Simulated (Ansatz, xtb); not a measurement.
## Relative energy of two isomers of C2H8GeSSi

Structure a is `C=[CH][Ge@@H]([SiH3])[SH]`, a singlet and structure b is `C=C[Si@@H](S)[GeH3]`, a singlet. Both are isolated molecules in the gas phase, relaxed with B3LYP/def2-SVP; each stands in its lowest conformer found.

a (Å):

```yaml
atoms:
  - { symbol: C, position_ang: [0.0194, 1.4114, -0.9231] }
  - { symbol: C, position_ang: [-0.3421, 0.7756, -2.0437] }
  - { symbol: Ge, position_ang: [-0.1816, -1.1552, -2.3183] }
  - { symbol: S, position_ang: [-2.2204, -2.0371, -2.7864] }
  - { symbol: Si, position_ang: [0.7693, -2.3145, -0.4364] }
  - { symbol: H, position_ang: [0.4500, 0.8870, -0.0619] }
  - { symbol: H, position_ang: [-0.0955, 2.4959, -0.8088] }
  - { symbol: H, position_ang: [-0.7757, 1.3523, -2.8709] }
  - { symbol: H, position_ang: [0.5946, -1.4381, -3.6255] }
  - { symbol: H, position_ang: [-0.1449, -2.1923, 0.7373] }
  - { symbol: H, position_ang: [0.9221, -3.7548, -0.7884] }
  - { symbol: H, position_ang: [2.1045, -1.7588, -0.0623] }
  - { symbol: H, position_ang: [-2.7604, -1.7136, -1.5879] }
```

b (Å):

```yaml
atoms:
  - { symbol: C, position_ang: [-0.7086, 0.5143, -1.8184] }
  - { symbol: C, position_ang: [-0.6756, -0.4338, -2.7656] }
  - { symbol: Ge, position_ang: [0.1668, -2.7424, -0.1666] }
  - { symbol: S, position_ang: [1.4551, -2.8474, -3.6927] }
  - { symbol: Si, position_ang: [-0.2484, -2.2392, -2.4803] }
  - { symbol: H, position_ang: [-0.9586, 1.5568, -2.0471] }
  - { symbol: H, position_ang: [-0.4899, 0.2996, -0.7657] }
  - { symbol: H, position_ang: [-0.8991, -0.1407, -3.8012] }
  - { symbol: H, position_ang: [-1.3373, -3.1126, -3.0076] }
  - { symbol: H, position_ang: [2.3336, -2.0041, -3.1001] }
  - { symbol: H, position_ang: [0.3787, -4.2621, -0.0048] }
  - { symbol: H, position_ang: [1.4481, -2.0261, 0.3183] }
  - { symbol: H, position_ang: [-0.9956, -2.3128, 0.7584] }
```

Estimate which is lower in electronic energy at CCSD(T)/def2-SVP + ΔMP2/def2-TZVPP, and by roughly how much.

The CCSD(T)/def2-SVP + ΔMP2/def2-TZVPP calculation puts structure b lower, by 0.186 eV.

The same difference at several levels:

```csv
level,geometry,E(b) − E(a) (eV),departure from the last row (eV),"job, with rough time for the two"
GFN2-xTB,GFN2-xTB,+0.287,+0.472,"optimisation, 0.41 s"
HF/STO-3G,GFN2-xTB,−0.142,+0.044,"single point, 0.5 s"
r2SCAN-D4/def2-SVP,GFN2-xTB,−0.195,−0.009,"single point, 3.1 s"
B3LYP/def2-SVP,B3LYP/def2-SVP,−0.185,0.000,"optimisation, 71 s"
HF/def2-SVP,B3LYP/def2-SVP,−0.183,+0.003,part of the CCSD(T) run
MP2/def2-SVP,B3LYP/def2-SVP,−0.205,−0.019,part of the CCSD(T) run
CCSD(T)/def2-SVP,B3LYP/def2-SVP,−0.197,−0.011,single point
CCSD(T)/def2-SVP + ΔMP2/def2-TZVPP,B3LYP/def2-SVP,−0.186,,"single point, 42 s"
```

As drawn, b has 1 C–Si, 1 S–Si, 2 Ge–H in place of 1 C–Ge, 1 Ge–S, 2 Si–H.

GFN2-xTB puts the two in the other order. The largest departure from CCSD(T)/def2-SVP + ΔMP2/def2-TZVPP is that of GFN2-xTB, 0.472 eV. The last row adds to CCSD(T) the change of the MP2 difference between the two basis sets, here +0.011 eV.

With thermal terms from frequencies at re-optimised GFN2-xTB minima (ideal gas, soft modes damped towards free rotors, one conformer each, 298.15 K, 1 atm): on the last row, ΔE + ΔZPE = −0.168, ΔH = −0.176, ΔG = −0.164 eV.

The correlated steps freeze 21 core orbitals; the filled d shell of Ge is correlated, in a basis made for valence electrons. Run with Ansatz 0.2.0, xtb 6.7.1; the last row on 2 threads of Intel(R) Xeon(R) 6975P-C (Granite Rapids) on a shared host.

Isomer b, with silicon rather than germanium bound to vinyl and SH, is favoured at every level except GFN2-xTB. Both isomers keep the Si–Ge bond, so the driving force lies in the exchange of the other bonds. Silicon is less electronegative than germanium, whose filled 3d shell screens the nuclear charge poorly, and it forms stronger, more polar bonds to sulfur and carbon. That gain evidently outweighs the cost of replacing two Si–H bonds with weaker Ge–H bonds.

Hartree–Fock in the same basis already gives −0.183 eV, so the preference does not depend on differential correlation. The reversed sign from GFN2-xTB probably reflects its parametrised balance of Si and Ge bonding rather than poor structures, since r2SCAN-D4 recovers the order at the GFN2-xTB geometries. Thermal terms reduce the gap only slightly, as expected for isomers with the same substituents on exchanged centres. A single isomer pair cannot separate the sulfur contribution from that of the vinyl group.
